## What the gradient length measures

Classical elasticity contains no length. A sound wave in it travels at the same speed at every wavelength, and a 2 nm film obeys the same scaled equations as a 2 mm plate. A crystal has a spacing between its atomic planes, so its sound speed falls when the wavelength approaches a few spacings. A gradient continuum keeps the first such correction through one extra constant, a length $l$. The steps below obtain $l$ from the forces between lattice planes, show that the obvious continuum equation is unstable, and build an equally valid stable one.

## Premises

1. The crystal has one atom of mass $M$ per primitive cell (Cu, Al, W), is unstressed and is free of defects.
2. The potential energy is harmonic. The force on the atom at lattice site $\mathbf R'$ is $-\sum_{\mathbf R}\Phi(\mathbf R)\,\mathbf u(\mathbf R'+\mathbf R)$, with force-constant matrices $\Phi$ (the Born–von Kármán model).
3. The wave runs along a symmetry axis $x$, here [100], and every atomic plane normal to $x$ moves rigidly. Planes have spacing $a$ and index $p$.
4. The forces decay fast enough that the sums $S_j$ defined below converge absolutely for $j\le 6$.

Waves are written $e^{i(kx-\omega t)}$, with $\omega=2\pi f$ and $k=2\pi/\lambda$. Subscripts $x$ and $t$ denote derivatives.

## Step 1: reduction to a chain of planes

Let every atom in plane $p$ be displaced by $u_p\,\mathbf e$, with $\mathbf e$ a unit vector. The force on an atom of plane $p$ then involves only the sums of $\Phi(\mathbf R)$ over whole planes. The fourfold axis and the mirror planes containing [100] make each summed matrix diagonal, with one longitudinal and two equal transverse entries. Each polarisation therefore moves independently. Define the planar force constant, per atom, in N/m:

$$K_n=-\sum_{\mathbf R\in\text{plane }n}\mathbf e\cdot\Phi(\mathbf R)\,\mathbf e .$$

Two exact properties fix the form of the equation of motion. Mixed second derivatives of the energy commute, so $\Phi(-\mathbf R)=\Phi(\mathbf R)^T$ and $K_{-n}=K_n$. A rigid translation produces no force, so $\sum_n K_n=0$ and $K_0=-2\sum_{n\ge1}K_n$. Inserting both into $M\ddot u_p=\sum_n K_n u_{p+n}$ gives

$$M\ddot u_p=\sum_{n\ge1}K_n\,(u_{p+n}+u_{p-n}-2u_p). \tag{1}$$

A positive $K_n$ acts as an ordinary spring between planes $n$ spacings apart.

## Step 2: exact dispersion

Put $u_p=e^{i(kpa-\omega t)}$ into (1). Since $e^{inka}+e^{-inka}-2=-2(1-\cos nka)$,

$$M\omega^2=2\sum_{n\ge1}K_n\,(1-\cos nka). \tag{2}$$

Values of $k$ differing by $2\pi/a$ give the same displacements, so the distinct waves lie in $|ka|\le\pi$, and the shortest wavelength is $2a$. The crystal is stable against these motions if the right side of (2) is positive for $0<ka\le\pi$.

Equation (2) is a cosine series and can be inverted. With $q=ka$, multiply by $\cos nq$ and integrate over $0\le q\le\pi$. The constant term integrates to zero, and $\int_0^\pi\cos nq\cos n'q\,dq=(\pi/2)\delta_{nn'}$, so

$$K_n=-\frac{M}{\pi}\int_0^\pi\omega^2(q)\cos nq\,dq .$$

A phonon branch from scattering or from a first-principles calculation thus yields every $K_n$.

## Step 3: long-wave expansion

Use $1-\cos y=y^2/2-y^4/24+y^6/720-\dots$ with $y=nka$, and define the moments $S_j=\sum_{n\ge1}n^jK_n$. Then

$$M\omega^2=S_2(ka)^2-\frac{S_4}{12}(ka)^4+\frac{S_6}{360}(ka)^6-\dots$$

Factoring out the first term,

$$\omega^2=c^2k^2\left(1-l^2k^2+\mu k^4-\dots\right), \tag{3}$$

$$c^2=\frac{a^2S_2}{M},\qquad l^2=\frac{a^2}{12}\frac{\sum n^4K_n}{\sum n^2K_n},\qquad \mu=\frac{a^4S_6}{360\,S_2}. \tag{4}$$

Truncating after $k^4$ is controlled. Taylor's theorem gives $|1-\cos y-y^2/2+y^4/24|\le y^6/720$ for all real $y$, so the remainder in $M\omega^2$ is at most $(ka)^6\sum n^6|K_n|/360$, which is finite by premise 4.

The speed $c$ must equal the elastic one. Along [100] of a cubic crystal of density $\rho$, $\rho c^2=C_{11}$ for the longitudinal branch and $C_{44}$ for the transverse ones. An fcc lattice with cube edge $a_0$ has $a=a_0/2$ and $\rho=4M/a_0^3$, hence $S_2=Mc^2/a^2=C_{11}a_0$ or $C_{44}a_0$. The elastic constants fix $S_2$ and say nothing about $S_4$.

**Nearest planes only.** With $K_1$ alone, $S_2=S_4=S_6=K_1$, so $l^2=a^2/12$ and $\mu=a^4/360$, whatever the stiffness. Equation (2) becomes $\omega=(2c/a)\sin(ka/2)$. The length comes from discreteness alone.

**Sign of $l^2$.** Stability requires $S_2>0$ but leaves $S_4$ free. With two constants, the right side of (2) factorises as $2(1-\cos q)\,[K_1+2K_2(1+\cos q)]$, which is positive throughout the zone when $K_1>0$ and $K_1+4K_2>0$. The numerator $S_4=K_1+16K_2$ is negative for $K_2<-K_1/16$. A stable crystal with $-1/4<K_2/K_1<-1/16$ therefore has $l^2<0$, and its branch bends upward. The following steps take $l^2>0$, and the other sign is treated after them.

## Step 4: the direct continuum

Let $u(x,t)$ be the smooth field built from waves with $|ka|<\pi$ that satisfies $u(pa,t)=u_p(t)$. Its Taylor series converges, and the odd terms cancel in the symmetric difference:

$$u(x+na)+u(x-na)-2u(x)=(na)^2u_{xx}+\frac{(na)^4}{12}u_{xxxx}+\frac{(na)^6}{360}\partial_x^6u+\dots$$

Equation (1) becomes $u_{tt}=c^2(u_{xx}+l^2u_{xxxx}+\mu\,\partial_x^6u+\dots)$. Dropping the sixth derivative leaves

$$u_{tt}=c^2\left(u_{xx}+l^2u_{xxxx}\right),\qquad \omega^2=c^2k^2(1-l^2k^2). \tag{5}$$

Once (5) is treated as a differential equation it admits every $k$, including those for which the truncation is meaningless. For $kl>1$, $\omega^2$ is negative and there are solutions $e^{gt}\cos kx$ with

$$g=ck\sqrt{k^2l^2-1}.$$

The rate grows as $clk^2$ without limit. Initial data of amplitude $\epsilon$ and wavenumber $k$ reach $\epsilon\,e^{gt}$, which exceeds any bound at any fixed $t>0$ when $k$ is large enough. The solution does not depend continuously on the data, and the initial-value problem is ill-posed in Hadamard's sense.

The energy shows the cause. Equation (5) is the Euler–Lagrange equation of the Lagrangian density $\tfrac12\rho u_t^2-W$ with

$$W=\tfrac12\rho c^2\left(u_x^2-l^2u_{xx}^2\right).$$

For $u=A\cos kx$ the spatial mean of $W$ is $\tfrac14\rho c^2A^2k^2(1-l^2k^2)$, which is negative for $kl>1$ and unbounded below. Short ripples release energy as they grow, whereas the lattice energy that gave (2) is positive.

For nearest planes the threshold is $ka=\sqrt{12}=3.46$, outside the zone edge at $\pi$. The unstable waves are then not lattice waves at all, but a fine mesh or a sharp initial profile still excites them. The threshold moves inside the zone when $l>a/\pi$, that is when $S_4/S_2>12/\pi^2=1.22$. A defect also appears earlier. The group velocity of (5),

$$\frac{d\omega}{dk}=c\,\frac{1-2l^2k^2}{\sqrt{1-l^2k^2}},$$

changes sign at $kl=1/\sqrt2$, or $ka=\sqrt6=2.45$, while the lattice value $c\cos(ka/2)$ stays positive up to $ka=\pi$.

## Step 5: the inertia-gradient form

Apply the operator $1-l^2\partial_x^2$ to both sides of the untruncated equation. On the right,

$$(1-l^2\partial_x^2)(1+l^2\partial_x^2+\mu\partial_x^4+\dots)\,u_{xx}=u_{xx}+(\mu-l^4)\,\partial_x^6u+\dots$$

The fourth derivative cancels. No solution is gained or lost among bounded fields, because the operator multiplies each wave by $1+l^2k^2$, which never vanishes. Dropping the sixth derivative, the same order that was dropped in (5), gives

$$u_{tt}-l^2u_{xxtt}=c^2u_{xx},\qquad \omega^2=\frac{c^2k^2}{1+l^2k^2}. \tag{6}$$

The geometric series $1/(1+l^2k^2)=1-l^2k^2+l^4k^4-\dots$ confirms agreement with (3) through $k^4$ in $\omega^2$. In effect $1-l^2k^2$ has been replaced by its Padé approximant $1/(1+l^2k^2)$.

**Stability.** In (6), $\omega^2\ge0$ for every real $k$, so no wave grows exponentially. The frequency rises monotonically towards $c/l$, with group velocity $c\,(1+l^2k^2)^{-3/2}>0$. The argument extends to finite bodies through the energy. Define

$$\sigma=\rho c^2u_x+\rho l^2u_{xtt},\qquad e=\tfrac12\rho\left(u_t^2+l^2u_{xt}^2\right)+\tfrac12\rho c^2u_x^2 .$$

Equation (6) is the momentum balance $\rho u_{tt}=\sigma_x$. Differentiating $e$ gives $e_t=\rho u_tu_{tt}+(\rho l^2u_{xtt}+\rho c^2u_x)\,u_{xt}=\sigma_xu_t+\sigma u_{xt}=(\sigma u_t)_x$. On an interval whose ends are clamped ($u_t=0$) or free ($\sigma=0$), $\int e\,dx$ is constant. It is a sum of squares, so it bounds the mean-square velocity and strain for all time by their initial energy. The equation is linear, so the same bound holds for the difference of two solutions, which is continuous dependence on the data.

The gradient now sits in the kinetic energy, as an inertia of the strain rate, and the strain energy is classical. One boundary condition per end suffices, where the fourth-order equation (5) needs two, and the long-wave expansion does not supply the second. The inverse of $1-l^2\partial_x^2$ is convolution with $e^{-|x|/l}/2l$, whose Fourier transform is $1/(1+l^2k^2)$. Equation (6) thus says that the acceleration at $x$ is the classical $c^2u_{xx}$ averaged over a range $l$.

## Step 6: what the two forms miss

At the next order the bracket in (3) has the coefficient $\mu$, the direct form has 0 and the inertia form has $l^4$. For nearest planes the departures from the lattice in $\omega^2/c^2k^2$ are $-(ka)^4/360$ for (5) and $(1/144-1/360)(ka)^4=+(ka)^4/240$ for (6). The inertia form is the less accurate of the two at small $k$. It is chosen for stability.

Both forms belong to the family

$$u_{tt}-l_1^2u_{xxtt}=c^2(u_{xx}-l_2^2u_{xxxx}),\qquad \frac{\omega^2}{c^2k^2}=\frac{1+l_2^2k^2}{1+l_1^2k^2}, \tag{7}$$

whose expansion is $1-(l_1^2-l_2^2)k^2+l_1^2(l_1^2-l_2^2)k^4-\dots$ and which is stable when $l_1^2\ge0$ and $l_2^2\ge0$. Three conclusions follow.

- Dispersion at order $k^4$ fixes only the difference $l_1^2-l_2^2=l^2$. It does not deliver a static strain-gradient length $l_2$ by itself.
- Matching the next order too requires $l_1^2=\mu/l^2$. For nearest planes this gives $l_1^2=a^2/30$ and $l_2^2=-a^2/20$, which is unstable again, for $ka>\sqrt{20}$.
- For $l^2<0$ the roles reverse. The choice $l_1=0$, $l_2^2=|l^2|$, which is (5), is stable, while (6) has a pole at $k|l|=1$ and $\omega^2<0$ beyond it.

In statics (6) reduces to $u_{xx}=0$ and predicts no size effect. The nearest-plane lattice agrees, since (1) with $\ddot u_p=0$ forces $u_p$ to be linear in $p$. Equation (5) admits the extra static solutions $\cos(x/l)$ and $\sin(x/l)$, which that lattice does not have.

## Consequences for meshed simulation

Linear elements of size $h$ with lumped masses turn the classical wave equation into (1) with $K_1$ alone and $a\to h$. The mesh therefore carries a numerical gradient constant $h^2/12$. A consistent mass matrix gives $\omega^2=(6c^2/h^2)(1-\cos kh)/(2+\cos kh)=c^2k^2(1+k^2h^2/12+\dots)$, the same size with the opposite sign. On any mesh coarser than the plane spacing, this numerical term exceeds the physical $a^2/12$.

With central differences, $-\partial_x^2$ becomes $s=(4/h^2)\sin^2(kh/2)\le4/h^2$. The direct form gives $\omega^2=c^2s(1-l^2s)$ and blows up once $h<2l$, so refinement destroys the solution. The inertia form gives $\omega^2=c^2s/(1+l^2s)$. The central-difference limit $\Delta t<2/\omega_{\max}$ then reads $\Delta t<\sqrt{h^2+4l^2}/c$, which never falls below $2l/c$, at the price of one tridiagonal solve per step.

## Range of validity

- **Wavelength.** The expansion needs $ka$ well below $\pi$. For nearest planes, solving for a 1 % departure of the phase velocity from the lattice value gives $ka=0.49$ for classical elasticity, $1.51$ for (6) and $1.57$ for (5).
- **Range of the forces.** The weight $n^4$ makes $l^2$ sensitive to distant planes. For three constants, the zone-edge frequency depends on $K_X=K_1+K_3$, and $S_4=4S_2-3K_X+48K_3$. Even with the elastic constant and the zone-edge frequency both known, a change of $K_3$ by 1 % of $S_2$ changes $l^2$ by 48 % of $a^2/12$. In metals, Fermi-surface screening adds an oscillating tail to $K_n$ (the origin of Kohn anomalies), and the convergence of $S_4$ has to be tested.
- **Structure.** With several atoms per cell, as in Si, GaAs or oxides, optical displacements must be eliminated first and contribute to both $c^2$ and $l^2$, and polar crystals need the macroscopic field treated separately. Each direction and polarisation has its own $l$.
- **Boundaries.** Force constants at surfaces, interfaces and grain boundaries differ from bulk ones, and their effect on a film of thickness $d$ scales as $a/d$, against $(l/d)^2$ for the gradient term.
- **Harmonicity.** Damping, heat flow and finite strain are absent. Under load, (1) to (4) hold with the constants of the loaded crystal, but $\rho c^2$ acquires stress terms.

## Illustration: nearest-plane copper along [100]

Inputs are the compiled room-temperature values $C_{11}=168.3$, $C_{12}=121.2$ and $C_{44}=75.7$ GPa (Blaschke), a typical lattice constant $a_0=0.3615$ nm and the atomic mass 63.546 u. Then $a=0.18075$ nm and $\rho=8.93$ g/cm³. Fitting $K_1$ to the elastic constants gives $K_1=C_{11}a_0=60.8$ N/m and $c=4.34$ nm/ps for the longitudinal branch, and 27.4 N/m and 2.91 nm/ps for the transverse ones. The model's gradient length is, for both,

$$l=a/\sqrt{12}=0.0522\ \text{nm}.$$

The table gives the longitudinal phase velocity $\omega/ck$. These ratios are properties of the three equations and do not depend on the fit.

| $ka$ | $\lambda$ (nm) | lattice $f$ (THz) | lattice | direct (5) | inertia (6) |
|---|---|---|---|---|---|
| $\pi/8$ | 2.892 | 1.49 | 0.9936 | 0.9936 | 0.9936 |
| $\pi/4$ | 1.446 | 2.92 | 0.9745 | 0.9740 | 0.9752 |
| $\pi/2$ | 0.723 | 5.40 | 0.9003 | 0.8913 | 0.9107 |
| $2\pi/3$ | 0.542 | 6.62 | 0.8270 | 0.7965 | 0.8558 |
| $\pi$ | 0.3615 | 7.64 | 0.6366 | 0.4213 | 0.7407 |

The 1 % limits translate to wavelengths of 2.3 nm for classical elasticity, 0.75 nm for (6) and 0.72 nm for (5). The inertia form saturates at $c/2\pi l=13.2$ THz, well above the lattice cut-off of 7.64 THz, so it must not be used for the phonon spectrum or the heat capacity. For scale, the compiled Debye temperature of 343 K (Wikipedia, temperature not stated) corresponds to $k_B\Theta/2\pi\hbar=7.15$ THz, an average cut-off over all branches and not a test of this one.

The direct form is unstable below $\lambda=2\pi l=0.328$ nm, or on meshes finer than $2l=0.104$ nm. At $kl=\sqrt2$ the growth time is $1/g=l/(\sqrt2\,c)=8.5$ fs. The time-step limit of the inertia form stays above $2l/c=24$ fs.

**Acoustic pulse in a film.** Inverting (3) at fixed frequency gives $k=k_0(1+l^2k_0^2/2)$ with $k_0=\omega/c$, so a component lags by the phase $l^2k_0^3L/2$ after a path $L$. At 1 THz the phase velocity is lowered by $l^2k_0^2/2=0.29$ %, and a round trip through 100 nm ($L=200$ nm) costs 0.83 rad. At 0.1 THz the lag is $8.3\times10^{-4}$ rad, negligible for thickness metrology.

**Breathing mode of a free film.** For $N$ planes with free ends and bulk $K_1$, (1) has the modes $u_p\propto\cos[j\pi(p-\tfrac12)/N]$, $p=1,\dots,N$, which satisfy the free-end conditions $u_0=u_1$ and $u_{N+1}=u_N$. These have $k=j\pi/d$ with $d=Na$, the values that $u_x=0$ at both faces selects in (6). For $N=11$, $d=1.99$ nm, the lowest mode is 1.091 THz classically and 1.088 THz in both the lattice and (6), a shift of $-\pi^2l^2/2d^2=-0.34$ %. Taking the thickness as $(N-1)a$ instead would raise the frequency by 10 %. The placement of the surface matters far more than the gradient term.

**Competing terms.** The adiabatic and isothermal $C_{11}$ differ by $T(3\alpha B)^2/C_V$. With $B=(C_{11}+2C_{12})/3=136.9$ GPa, the compiled $\alpha=16.5\times10^{-6}$/K at 293 K (Kaye and Laby Online) and the classical heat capacity per volume $C_V=12k_B/a_0^3$, this is 3.8 GPa, or 2.3 % of $C_{11}$ and 1.1 % of $c$. That exceeds the gradient correction at 1 THz, and which limit applies depends on heat transport that the model lacks. A strain $\varepsilon$ shifts the sound speed by typically several times $\varepsilon$, so pulses with $\varepsilon\sim10^{-3}$ are about as nonlinear as they are dispersive at 1 THz.

**Reliability of $l$.** Central springs of stiffness $\gamma$ between nearest atoms give $K_1=2\gamma$ (four bonds at 45° to $x$) and $K_1=\gamma$ transversely (two of the four contribute), so $C_{11}/C_{44}=2$, against 2.22 from the compiled constants. The same springs require $C_{12}=C_{44}$, which the compiled values violate, so other forces are present and may reach further planes. An illustrative $K_2=0.05K_1$ gives $S_4/S_2=1.50$ and $l=0.064$ nm, which also brings the instability of (5) inside the zone. Adding an illustrative $K_3=-0.01K_1$ gives $S_4/S_2=0.89$ and $l=0.049$ nm. The value of about 0.05 nm is the nearest-plane model's, good to one figure as an estimate of scale, and a value for copper itself needs the moments $S_2$ and $S_4$ of a full phonon branch.